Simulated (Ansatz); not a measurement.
# A series in volume scale on Nb2CN

Results calculated with Ansatz 0.2.0, not measured. Free energy against uniform scaling of the volume at fixed shape and fractions; periodic cell, basis, potentials, k mesh and filling as listed.

The cell before it is scaled or strained (space group R-3m, No. 166):
```
Nb2CN
1.0
      1.5884     0.9171     5.1900
     -1.5884     0.9171     5.1900
      0.0000    -1.8341     5.1900
Nb C N
2 1 1
Direct
  0.74340 0.74340 0.74340
  0.25660 0.25660 0.25660
  0.00000 0.00000 0.00000
  0.50000 0.50000 0.50000
```

Settings of every row: functional PBEsol; dispersion none; potentials PAW; wave cutoff 500 eV; density cutoff 2000 eV; k mesh 8x8x8; k shift 0x0x0; occupations methfessel paxton; smearing width 0.1 eV; spin none.

Limits: coarse k mesh, up to 40 meV an atom off; odd electron count without spin; the cell comes from a prototype or a list of computed structures and needn't be the stable phase.

```csv
row,volume scale,V (Å³/atom),pressure (GPa),energy above lowest point (meV/atom)
1,0.9,10.206,22.87,43.5
2,0.925,10.49,?,?
3,0.95,10.773,2.65,0
4,0.975,11.057,-5.55,2.7
5,1,11.34,-12.69,19
6,1.025,11.624,-18.91,47.1
7,1.05,11.907,-24.32,85.4
8,1.075,12.191,-29.02,132.7
9,1.1,12.474,-33.1,187.8
```

Question: what pressure and energy above lowest point should row 2 give?

Worked fit of pressure. Take u = (V_r/V)^(2/3) − 1 with V_r = 11.482 Å³ an atom, which is twice the finite (Eulerian) strain; such expansions in the strain, on which the Birch-Murnaghan equation of state is built, carry the rest volume and the bulk modulus. The shown rows have u = 0.0817, 0.04341, 0.02546, 0.00833, -0.00816, -0.02394, -0.03916, -0.05375. Least squares give pressure = −15.907 + 377.42 × u + 1118.2 × u² + 875 × u³ GPa; a parabola predicts inner rows, each left out in turn, worse (root mean square 0.068 against 0.0094 GPa). The rows lie off it by 0.00, -0.01, 0.01, -0.01, 0.00, -0.01, 0.00, 0.00. The pressure vanishes at u = 0.0378, or V = 10.86 Å³ an atom, and there the bulk modulus at fixed shape and fractions is B = −V dP/dV = (2/3)(1 + u) dP/du = 322 GPa. Letting shape and atoms relax would as a rule lower it, by much in layered, chain or molecular crystals. The withheld row has u = 0.06209, so the fit gives −15.907 + 377.42 × (0.06209) + 1118.2 × (0.06209)² + 875 × (0.06209)³ = 12.05 GPa.

The calculation gave 12.06 GPa. The fit lies 0.01 GPa (0.018 % of the column's range) below it, one unit of the last digit.

Worked fit of energy above lowest point. Take u = (V_r/V)^(2/3) − 1 with V_r = 11.482 Å³ an atom, which is twice the finite (Eulerian) strain; such expansions in the strain, on which the Birch-Murnaghan equation of state is built, carry the rest volume and the bulk modulus. The shown rows have u = 0.0817, 0.04341, 0.02546, 0.00833, -0.00816, -0.02394, -0.03916, -0.05375. Least squares give energy above lowest point = 31.65 − 1708.9 × u + 22422 × u² + 3303 × u³ meV/atom; a parabola predicts inner rows, each left out in turn, worse (root mean square 0.26 against 0.049 meV/atom). The rows lie off it by 0.0, 0.0, 0.0, 0.0, 0.0, 0.0, -0.1, 0.0. Its lowest point lies at u = 0.0378, or V = 10.86 Å³ an atom, and the curvature there gives the bulk modulus at fixed shape and fractions, B = (4/9)(1 + u)² E″(u)/V = 322 GPa. Letting shape and atoms relax would as a rule lower it, by much in layered, chain or molecular crystals. The withheld row has u = 0.06209, so the fit gives 31.65 − 1708.9 × (0.06209) + 22422 × (0.06209)² + 3303 × (0.06209)³ = 12.8 meV/atom.

The calculation gave 12.8 meV/atom. The fit meets it to the printed digit.
